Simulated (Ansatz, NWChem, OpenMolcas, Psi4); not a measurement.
How methods differ on SnNH4Cl (SMILES [NH2][SnH2][Cl])

SnNH4Cl: 7 atoms, total charge 0, spin state singlet. As SMILES, `[NH2][SnH2][Cl]`. The shape is that of a PBE0-D4/def2-TZVP optimisation. This is one conformer, not always the lowest.

```xyz
7

N    -0.9728   -0.0201   -0.8352
Sn    0.5623    0.0414    0.4491
Cl    0.8464   -2.1335    1.2510
H    -1.8035    0.4855   -0.5665
H    -0.7564    0.1652   -1.8030
H     0.1728    0.9768    1.8146
H     2.0124    0.4168   -0.3557
```

Each level gives the energy change with the N1–H4 bond stretched from 1.009 to 1.312 Å (eV). The values are calculated.

| level | kind | program | value (eV) | CPU time (all runs) |
| --- | --- | --- | --- | --- |
| HF/def2-SVP (core potential) (restricted) | Hartree–Fock | NWChem | 1.35 | 38 s |
| revPBE/def2-SVP (core potential) (restricted) | GGA | Ansatz | 1.01 | 5.1 s |
| M06-L/def2-SVP (core potential) (restricted) | meta-GGA | OpenMolcas | 1.14 | 79 s |
| r2SCAN0/def2-SVP (core potential) (restricted) | hybrid meta-GGA | Ansatz | 1.20 | 12 s |
| HSE06/def2-SVP (core potential) (restricted) | range-separated hybrid | Ansatz | 1.14 | 7.6 s |
| B2PLYP/def2-SVP (core potential) (restricted) | double hybrid | OpenMolcas | 1.13 | 47 s |
| PBE-QIDH/def2-SVP (core potential) (restricted) | double hybrid | Ansatz | 1.22 | 9.3 s |
| RPA@PBE0/def2-SVP (core potential) (restricted) | RPA | Ansatz | 1.11 | 11 s |
| MP2/def2-SVP (core potential) (restricted) | perturbation theory | OpenMolcas | 1.16 | 15 s |
| CCSD/def2-SVP (core potential) (restricted) | coupled cluster or CI | Psi4 | 1.14 | 27 s |

The first shape isn't each level's own minimum. The values span 1.01 to 1.35 eV. In the correlated wave-function rows the outer d shell of Sn is correlated, in sets not made for it. Times are those of the runs behind each value, whatever else they computed, on shared processors of several kinds: orders of magnitude only.

Stretching the N–H bond costs most at the Hartree–Fock level, 1.35 eV, and least with revPBE, 1.01 eV, while MP2 and CCSD lie close together at 1.16 and 1.14 eV. The high Hartree–Fock value reflects missing left–right correlation. As the bond lengthens, the bonding and antibonding σ orbitals approach each other in energy, and a single closed-shell determinant keeps too much ionic character. Correlation therefore stabilises the stretched geometry more than the initial one.

The closeness of MP2 and CCSD suggests that the bond is still far from the regime where a single reference fails. The share of exact exchange alone doesn't order the density functionals: M06-L, which has none, matches HSE06 at 1.14 eV, and B2PLYP lies below r2SCAN0 despite containing more. Agreement with CCSD at this one displacement thus doesn't single out a best functional, and the energies describe the resistance to a partial stretch, not the N–H dissociation energy.
